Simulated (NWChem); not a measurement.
## How basis sets differ on BNH3O (SMILES N[B]O)

The species is BNH3O (6 atoms), meant as a doublet with charge 0. As SMILES, `N[B]O`. The coordinates come from a PBE0-D4/def2-TZVP relaxation. This is one conformer, not always the lowest.

Each level gives the vertical ionisation energy (to the singlet cation) (eV). The values are calculated.

| level | kind | program | value (eV) |
| --- | --- | --- | --- |
| UPBE0/6-31+G* (spherical functions) | global hybrid | NWChem | 8.18 |
| UPBE0/6-311+G** | global hybrid | NWChem | 8.18 |
| UPBE0/6-31G* (spherical functions) | global hybrid | NWChem | 7.87 |
| UPBE0/6-31++G** (spherical functions) | global hybrid | NWChem | 8.17 |
| UPBE0/6-311++G(2d,2p) | global hybrid | NWChem | 8.18 |

The values span 7.87 to 8.18 eV.

The vertical ionisation energy is nearly insensitive to basis set once diffuse functions are present: the four sets that include them give 8.17 to 8.18 eV, whether the valence space is double- or triple-zeta. Only 6-31G*, which has none, stands apart at 7.87 eV. The direction is as expected. In this aminohydroxyboryl radical the unpaired electron should occupy a largely nonbonding σ hybrid on electropositive boron, which extends well into space. A compact basis describes that orbital's tail poorly and so raises the energy of the neutral more than that of the contracted cation, making the ionisation energy too small. Diffuse functions on hydrogen add almost nothing, which fits a boron-centred hole.

The cation is a borinium-type species, stabilised by π donation from nitrogen and oxygen and probably preferring a more linear N–B–O arrangement. The adiabatic ionisation energy should therefore lie below these vertical values. The close agreement points to small remaining basis-set error for this functional, but does not establish the accuracy of the functional itself.
